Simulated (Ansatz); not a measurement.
## Ligand exchange: C2H8S2Si + GaH(CH3)(NH2) → CH6S2Si + C2H8GaN

Gas-phase species: C2H8S2Si `C[SiH2]SSC`, singlet; GaH(CH3)(NH2), singlet; CH6S2Si `CSS[SiH3]`, singlet; C2H8GaN `C[CH2][GaH][NH2]`, singlet. The partners trade CH3 for H: Si–CH3 and C–H bonds give way to Si–H and C–CH3.

Shapes, held fixed at every level: PBE0-D4/def2-TZVP. Flexible molecules stand in one conformer, not always the lowest. Programs: Ansatz 0.2.0. The zero-point and thermal change to 298 K, harmonic and unscaled (PBE0-D4/def2-TZVP), is -1.2 kJ/mol.

Q: Estimate ΔH(298 K) of this reaction.

A: The highest level, CCSD(T)/def2-TZVPP, gives ΔH(298 K) = +59.8 kJ/mol; the levels span +48.4 to +65.2. The column of differences is taken from that level and isn't an error. No measured value is set beside it here. Relativity is left out for Ga. Outer-core shells of Ga are correlated, in sets that cover them unevenly.

| level | kind | ΔH(298 K) (kJ/mol) | less CCSD(T)/def2-TZVPP |
| --- | --- | --- | --- |
| HF/def2-TZVPP | Hartree–Fock | +57.5 | -2.3 |
| r2SCAN-D4/def2-TZVPP | meta-GGA | +65.2 | +5.4 |
| PBE0-D4/def2-TZVPP | global hybrid | +62.4 | +2.6 |
| r2SCAN0-D4/def2-TZVPP | global hybrid | +65.0 | +5.2 |
| MP2/def2-SVP | perturbation theory | +52.9 | -6.9 |
| CCSD(T)/def2-SVP | coupled cluster or CI | +48.4 | -11.4 |
| CCSD/def2-TZVPP | coupled cluster or CI | +59.2 | -0.6 |
| CCSD(T)/def2-TZVPP | coupled cluster or CI | +59.8 | 0.0 |

The exchange is clearly endothermic at every level, so methyl prefers silicon to the carbon bound to gallium. The polar Si–CH3 bond benefits from the electronegativity difference between silicon and carbon, and this is lost when a strong C–H bond and the Si–C bond give way to Si–H and a nearly nonpolar C–C bond. Lengthening methyl to ethyl on electropositive gallium probably adds to the cost, since an alkyl substituent does little to stabilise a carbon that already carries negative charge.

Hartree–Fock lies only 2.3 kJ/mol below CCSD(T) in the same basis, which suggests that correlation largely cancels between closed-shell species with equal numbers of electron-pair bonds. CCSD and CCSD(T) nearly coincide there, so the triples matter little. The basis matters more: CCSD(T) rises from +48.4 to +59.8 kJ/mol between the two sets. The sign is therefore secure, but the close agreement between CCSD and CCSD(T) doesn't establish convergence with basis size.
